**Q:** Lead in PbO is said to keep two 6s electrons for itself. If I look at the energies of the electrons in the solid, where do I find them?

**A:** The density of states is the place to look, because it tells how many electron states lie at each energy. Here it counts both spins, so its area over filled states is a number of electrons. The columns headed DOS O 2p, DOS Pb 6s and so on share the total out among atomic orbitals. Energies are in eV, and their zero lies inside the gap between filled and empty states, not at the edge of the filled ones.

Density of states of PbO (P4/nmm, 4 atoms per cell, a = 3.987 Å, c = 5.322 Å) from Ansatz 0.2.0: plane-wave PAW, scalar-relativistic r2SCAN, no spin polarisation, cutoff 500 eV, k mesh 8×8×6, then 12×12×9 with tetrahedra for the states. Energies are relative to the Fermi level. Values are averages over 0.2 eV bins, every second bin listed; Löwdin projections are summed over sites.

```csv
energy (eV),density of states total (states/eV/cell),DOS O 2p (states/eV/cell),DOS Pb 6p (states/eV/cell),DOS Pb 6s (states/eV/cell),DOS O 2s (states/eV/cell)
-7.95,?,?,?,?,?
-7.55,?,?,?,?,?
-7.15,?,?,?,?,?
-6.75,0.33,0.05,0.01,0.23,0.0300
-6.35,0.19,0.02,0.01,0.14,0.0200
-5.95,0.09,0.01,0,0.07,0.0100
-5.55,1.03,0.67,0.32,0.01,0.0000
-5.15,3.15,2.22,0.79,0.04,0.0200
-4.75,2.79,2.04,0.65,0.03,0.0200
-4.35,2.71,2.09,0.52,0.02,0.0200
-3.95,1.48,1.19,0.23,0,0.0200
-3.55,2.84,2.23,0.49,0.04,0.0200
-3.15,3.15,2.41,0.52,0.13,0.0200
-2.75,4.41,3.05,0.77,0.51,0.0200
-2.35,5.82,4.42,0.76,0.54,0.0100
-1.95,2.19,1.31,0.48,0.36,0.0000
-1.55,1.02,0.61,0.18,0.22,0.0000
-1.15,0.61,0.38,0.06,0.16,0.0000
-0.75,0,0,0,0,0.0000
-0.35,0,0,0,0,0.0000
0.05,0,0,0,0,0.0000
0.45,0,0,0,0,0.0000
0.85,0,0,0,0,0.0000
1.25,0.20,0.01,0.15,0,0.0200
1.65,0.67,0.05,0.46,0.07,0.0500
2.05,2.59,0.33,1.72,0.17,0.2100
2.45,3.24,0.58,2.01,0.31,0.1700
2.85,3.02,0.64,1.77,0.36,0.0900
3.25,0.37,0.05,0.26,0.02,0.0100
3.65,0.99,0.15,0.71,0.03,0.0300
4.05,1.38,0.16,1.03,0.02,0.0400
4.45,1.65,0.19,1.18,0.03,0.0500
4.85,2.12,0.24,1.43,0.04,0.0600
5.25,2.01,0.22,1.49,0.04,0.0500
5.65,2.31,0.26,1.71,0.04,0.0400
```

The rows from -5.55 to -1.15 are filled and mostly O 2p. Below them comes a thin tail, from -5.95 to -6.75, which is mostly Pb 6s. The empty states above the gap are mainly Pb 6p. Three rows at the bottom are still hidden, and your question leads to them.

**Q:** Before we go there: the highest filled states also contain Pb 6s. How can an orbital show up both below the oxygen states and at their top?

**A:** Because it mixes with them. Take one Pb 6s level and one O 2p level a little above it. When they couple, two new levels form. The lower one is bonding and mostly 6s; the upper one is antibonding and mostly O 2p, with some 6s in it. The stronger the coupling, the further the upper level is pushed up, and the more 6s it contains.

The table has the pattern that this picture demands. The 6s share is about 1% at -5.15 and 26% at -1.15. It doesn't rise at every step: it vanishes at -3.95 and dips slightly at -2.35, but over the last three filled rows it climbs steadily. The density of states carries no signs of the orbitals, so the words bonding and antibonding come from theory and not from these columns.

**Q:** And the lone pair that chemists draw on lead? I thought it was a mixture of 6s and 6p.

**A:** That mixture is part of the story, but oxygen has to be included. In this structure lead has its four oxygen neighbours on one side. At such a lopsided site, the empty Pb 6p orbital can mix into the antibonding 6s–O 2p states. This lowers their energy and moves charge to the side of lead that faces away from oxygen, which is the lone pair of the drawings.

At -1.15 the Pb 6p share is about 10%, well below that of 6s, and more than half of the state is O 2p. The top of the filled states is therefore no pure lead hybrid. Shares of this kind depend on how the overlap of neighbouring orbitals is divided, so they describe character and shouldn't be read as charges.

**Q:** Then how many electrons belong to the lower, mostly 6s group?

**A:** Four per cell, and you can get this by counting. The cell has two lead and two oxygen atoms. Leaving out the Pb 5d shell, each lead brings four valence electrons and each oxygen six, which makes 20. Four of them fill deep O 2s bands and twelve fill the six O 2p bands, so four remain for the 6s group.

The table supports the middle part of this count. The mainly O 2p rows add up to 12.5 electrons if each row stands for 0.4 eV. The 4% excess over twelve arises because only every second bin is listed. The visible tail, in contrast, holds just 0.24 electrons, so about 3.76 of the four must lie further down.

**Q:** Can a missing number of electrons tell you the density in a particular row?

**A:** Only with an assumption about how they are spread. I take the bottom of the group to be near -9.5 eV, a rough recalled value, and let the density rise in a straight line from the row at -6.75 down to that bottom. The slope $s$ then follows from the area. The row at -6.75 already accounts for states down to -6.95, so the line has to supply 3.76 electrons between there and -9.5:

$$0.33\times 2.55+\frac{s}{2}\left(2.75^2-0.20^2\right)=3.76 .$$

The first term is the area of a constant density of 0.33, and the second is the area added by the rise. This gives $s\approx 0.78$ states per eV² and cell. The row at -7.15 lies 0.40 eV below the starting point, so its density should be $0.33+0.78\times0.40=0.64$ states/eV/cell. The hidden rows play no part in this estimate.

**Q:** Why a straight line? The tail seems to grow faster and faster.

**A:** It does, and the obvious rival is to let it keep growing by the ratio of its last step, from 0.19 to 0.33. That gives 0.57, 1.00 and 1.73 for the three hidden rows, going down. I prefer the line because it respects the number of electrons that must fit in. But real bands have flat stretches, which make sharp peaks, and neither rule can foresee those. My ranges therefore widen with depth, and their width is a judgement.

**Q:** What will these states be made of?

**A:** Counting helps here too. Summed over all bands, filled and empty, the two Pb 6s orbitals offer room for four electrons. Of this weight, 0.82 sits in the mainly O 2p rows, 0.45 in the listed empty rows and 0.18 in the visible tail. That leaves 2.55 for the 3.76 hidden electrons, or 68%.

This is an upper estimate for the average over the whole hidden part, since some 6s weight may lie in bands outside the table. I use it as the forecast for each row all the same. The rest should be mostly O 2p, the bonding partner.

**Q:** Please commit yourself.

**A:** These are the forecasts for the total density, in states/eV/cell:

- at -7.15: 0.64, range 0.4 to 0.9
- at -7.55: 0.95, range 0.5 to 1.8
- at -7.95: 1.26, range 0.6 to 3.0

For the Pb 6s share I say 68% in each row, with a range of 58 to 74%. O 2p should come second with about 20%, range 12 to 28%, and Pb 6p should stay minor.

The withheld rows as computed:

```csv
energy (eV),density of states total (states/eV/cell),DOS O 2p (states/eV/cell),DOS Pb 6p (states/eV/cell),DOS Pb 6s (states/eV/cell),DOS O 2s (states/eV/cell)
-7.95,1.04,0.27,0.03,0.66,0.0700
-7.55,0.92,0.18,0.05,0.61,0.0800
-7.15,0.56,0.1,0.03,0.38,0.0500
```

**Q:** All inside the ranges. Are you satisfied?

**A:** Only in part. The hits don't test the count of four, because most of those electrons lie deeper still. The computed densities are 0.56, 0.92 and 1.04, going down, and all three forecasts are too high. The middle one is nearly right. The lowest is too high by 0.22, which is about a fifth of the computed value, and its range was so wide that it was easy to hit.

The rival does better in the first hidden row, where the tail is indeed still curving upwards. It fails in the last, where it overshoots by 0.69. There the density has almost stopped rising, and no smooth rule drawn from the tail would have told me so. The band levels of the same run point to a cause. For the wave that is the same in every cell, the upper of the two lead bands lies at -7.438 eV. From there it rises to -5.581 eV if the wave changes sign from layer to layer, but it falls if the wave varies within the layers. Below such a saddle point, the density of a band is expected to level off.

**Q:** You gave the same composition for all three rows. The calculation doesn't.

**A:** No. The 6s share falls from 68% at -7.15 to 63% at -7.95, while the O 2p share grows from 18% to 26%. The values lie within my ranges, but a flat forecast misses the trend. The picture of two coupled levels could have warned me, and a short derivation shows why.

Let the O 2p level lie $\Delta$ above the Pb 6s level, and let the coupling between them be $V$. If the coupling pushes the lower state down by $x$, the two-level equation reads $x(\Delta+x)=V^2$. The ratio of the O 2p to the Pb 6s amplitude in that state has the size $x/V$. The O 2p share is then

$$w=\frac{x^2}{x^2+V^2}=\frac{x}{\Delta+2x}.$$

It is zero for a state that isn't pushed down at all, and it grows towards one half as the push becomes large.

**Q:** So the deeper a state lies in this group, the more oxygen it contains?

**A:** As a trend in these rows, yes, but only as far as the depth comes from this coupling. In a crystal, the coupling differs from one electron wave to another, because the orbitals on neighbouring atoms add up in some waves and cancel in others. Strong coupling pushes a wave down and makes it richer in O 2p. A wave with weak coupling is pushed less and remains mostly 6s.

The same formula, with the roles exchanged, describes the upper group: the states that are pushed up most contain the most 6s. The same mixing thus helps to explain both trends, more oxygen deeper in the lead group and more lead at the top of the oxygen group.

It isn't all that sets the energies, though. Start again from the wave that is the same in every cell. If it changes sign from layer to layer instead, the upper lead band rises by 1.86 eV, and the highest filled band falls by 1.03 eV. The Pb–O bonds lie within the layers, so these shifts point to coupling across the gap between layers, where lead faces lead. For this reason I wouldn't extract $\Delta$ or $V$ from the table.

**Q:** I work with materials, not with bands. What should I keep from this?

**A:** Keep apart where most of the 6s electrons are and where they matter. Only about a fifth of the 6s weight, 0.82 out of 4, lies in the upper group. But most of that part lies in the upper half of the group, and the 6s share is largest at the very top, where electrons are removed first. A missing electron there would be shared between oxygen and lead, with oxygen taking the larger part.

The formula also tells you how to guess a related case. If the metal's s level lies closer to O 2p, or if the bonds are shorter and the coupling stronger, the two mix more and the filled edge gains more metal character. I would be more careful with the gap in this table. Functionals like r2SCAN tend to give gaps that are too small. Spin-orbit coupling, which is large for Pb 6p, is left out and would shift the empty states. The c axis of this cell is also several per cent longer than the measured one, and a wider layer spacing tends to widen the gap.

**Q:** Have we now found the 6s electrons?

**A:** Not most of them. The three revealed rows hold $0.4\times(0.56+0.92+1.04)\approx1.0$ electron, so about 2.7 of the lead group's four electrons, their oxygen part included, still lie below the last row. If the group really ends near -9.5 eV, its density there must average about 2 states/eV/cell, twice the value at -7.95. Either the density climbs well above its last listed value just below the table, or the group reaches deeper than I assumed, or both. The band levels I have looked at don't decide between them. For waves that change sign from cell to cell along one edge of the layer's square cell, the upper lead band stays between -8.204 and -8.271 eV, whatever the wave does from layer to layer. That looks like a flat stretch just below the table, where states could gather. But the band is level in that one direction only. Within the layer it still drops steeply as it nears these waves, so they needn't give a peak.
